**Binding of III–V zincblende crystals relative to their elements**

III–V crystals of zincblende type (F-43m), each relaxed within its starting symmetry with Ansatz 0.2.0: PBE, plane-wave PAW, scalar-relativistic, no spin polarisation, 420 eV cutoff, Gaussian smearing. Energies over elements are relative to the elements' standard states in PBE, at zero smearing. The Γ-centred k meshes refer to cells of two or four atoms.

```tsv
formula	element on site A	Z A	element on site B	Z B	difference of Pauling electronegativities	volume per atom (Å³)	shortest distance (Å)	k mesh	smearing width	energy over elements (eV/atom)
BN	B	5	N	7	1	5.95	1.569	12×12×12	0.02 eV	-1.174
BAs	B	5	As	33	0.14	13.90	2.082	10×10×10	0.05 eV	-0.027
GaN	Ga	31	N	7	1.23	11.76	1.970	8×8×6	0.02 eV	-0.437
GaP	Ga	31	P	15	0.38	20.86	2.384	8×8×6	0.02 eV	-0.432
GaAs	Ga	31	As	33	0.37	23.71	2.488	10×10×10	0.03 eV	-0.352
GaSb	Ga	31	Sb	51	0.24	29.99	2.691	9×9×10	0.1 eV	-0.165
InP	In	49	P	15	0.41	26.46	2.581	8×8×6	0.02 eV	-0.244
InAs	In	49	As	33	0.4	29.60	2.679	8×8×11	0.1 eV	-0.243
InSb	In	49	Sb	51	0.27	36.51	2.873	8×8×10	0.1 eV	-0.127
```

**1. Which crystal gains most from being formed, and which gains almost nothing?**

The energy over elements is the energy of the compound less that of its separate elements, so a more negative value means a larger gain. BN is lowest at −1.174 eV per atom, while BAs lies almost level with its elements at −0.027. Both crystals must pay for breaking up solid boron, which is itself strongly bonded. The short B–N bonds repay that cost, and that of splitting N₂, with much to spare; the longer B–As bonds barely cover theirs.

**2. Which differences are too small to interpret?**

GaN and GaP differ by 0.005 eV per atom, and InP and InAs by 0.001. The k meshes and smearing widths vary from row to row, and no convergence test is at hand, so both pairs count as ties. The sign for BAs is also unsettled, because a modest error of the density functional could turn its small gain into a loss. Where the elements do not cancel, the functional itself can err by a tenth of an eV per atom or more, so only larger contrasts carry an argument. Where they do cancel, as in question 5, smaller differences can be read as well, but they stay tentative where GaSb, InAs or InSb is involved: PBE leaves these three semiconductors without a gap, and spin–orbit coupling is left out.

**3. Does a larger electronegativity difference mean a larger gain?**

Broadly it does, though GaN has the largest difference and gains far less than BN. Pauling's rule offers a reason for the trend. A bond between unlike atoms is stronger than the average of the two like bonds by about (Δχ)² eV, where Δχ is the difference of Pauling electronegativities. Pauling counts bonds by valence, which makes three per formula unit of two atoms, although each atom here has four neighbours. The energy per atom should then be −3(Δχ)²/2. For GaAs, Δχ = 0.37 gives −0.21 eV, against −0.35 in the table.

The rule comes within 0.02 eV per atom for BAs and the three indium compounds, but finds only about half of the gain for GaP, GaAs and GaSb. Pauling's scale was itself built from bond energies, so the agreement is not an independent test. A match closer than the error of the functional may also be partly luck. The nitrides come out too low, BN by 0.33 eV per atom and GaN by 1.83. Some such error is expected, because the rule treats nitrogen as if single bonds held it together, whereas N₂ has a far stronger triple bond. That correction is the same for both nitrides, however, so it can't mend two such different errors.

**4. What would change if the calculated energy of N₂ were wrong?**

Suppose that N₂ should lie 0.1 eV lower per nitrogen atom. Half of the atoms in BN and GaN are nitrogen, so both rows would rise by 0.05 eV per atom. GaN would then lie 0.045 eV per atom above GaP instead of level with it, and the reference alone would have made the difference. BN would remain far below every other row. A sound comparison of bonding should therefore be one in which the elements cancel.

**5. Why does replacing nitrogen by arsenic hurt boron so much more than gallium?**

The replacement costs 1.147 eV per atom in the boron compound and only 0.085 in the gallium compound. The change of elemental reference, from N₂ to solid arsenic, is the same in both cases, so the contrast comes from the compounds themselves. Written as an exchange, BAs + GaN → BN + GaAs, it releases 2 × (1.147 − 0.085) ≈ 2.12 eV per two formula units. All elements cancel here, and with them any error in N₂.

The bond lengths suggest why. Arsenic stretches the bond by almost the same amount in both compounds, 0.51 Å with boron and 0.52 Å with gallium, as if each atom brought its own fixed radius. But the stretch starts from 1.57 Å in BN and from 1.97 Å in GaN. Across crystals of this kind, the coupling between neighbouring valence orbitals is expected to weaken roughly as the inverse square of the bond length, and so to fall most steeply where the bond is short. The same stretch should therefore cost more binding in BN.

It follows that one very short bond and one long bond should together be worth more than two of middling length, even when the lengths add up to the same sum. Small atoms would then do best with small partners, which leaves the large atoms to each other. The table shows the energies and the nearly additive lengths; the link between them is an argument from bonding theory, since the energies are not divided into contributions from single bonds.

**6. What does electronegativity predict for this exchange?**

It predicts the opposite direction. Because Pauling's rule squares the difference, it favours the more uneven of two pairs with the same sum. The differences are 1.23 and 0.14 in GaN + BAs, but 1 and 0.37 in BN + GaAs, so the rule prefers GaN + BAs, by 1.19 eV per two formula units. The calculation prefers BN + GaAs by 2.12 eV. The rule knows how unequally two atoms attract electrons, but not how closely they can approach each other.

**7. Does the size argument survive without boron and nitrogen?**

It does, on a smaller scale. Replacing gallium by indium costs 0.188 eV per atom in the phosphide, 0.109 in the arsenide and 0.038 in the antimonide. The change from elemental gallium to elemental indium is common to all three, so the decline belongs to the compounds. This fits the same argument: the larger the partner, the longer the bond already is, and the less should be lost by lengthening it further.

Electronegativity misses this too. Indium raises Δχ by 0.03 in each of the three compounds, and because Pauling's rule squares Δχ, this rise should help least in the antimonide, where Δχ is smallest. The calculation shows the reverse: of the three compounds, the antimonide loses least.

**8. What does this mean for a film that contains Ga, In, As and Sb?**

Such mixed layers are used in infrared lasers and detectors, and the grower needs them to stay mixed. The exchange InAs + GaSb → GaAs + InSb releases 2 × (0.109 − 0.038) ≈ 0.14 eV per two formula units. Gallium thus prefers arsenic, and indium is left with antimony, which favours separation into GaAs-rich and InSb-rich regions. Three of these four crystals are the ones that PBE leaves without a gap, so the size of the gain is tentative.

Each formula unit has four bonds, so the gain is about 0.035 eV for each exchanged pair of bonds. That is half the thermal energy of 0.07 eV at an assumed growth temperature of 800 K. One exchange is thus easily undone by heat, but the preference acts on every bond in the film. The values hold for separate, fully relaxed crystals. In a real film the two kinds of region must share one lattice as long as no dislocations form, although their natural bond lengths differ by almost 0.4 Å, and that strain would oppose their separation. The mixed crystal is strained as well, because its unequal bonds must fit into one lattice, and this favours separation. How the two kinds of strain, the entropy of mixing and the bond preference balance is the question that these nine crystals leave open.
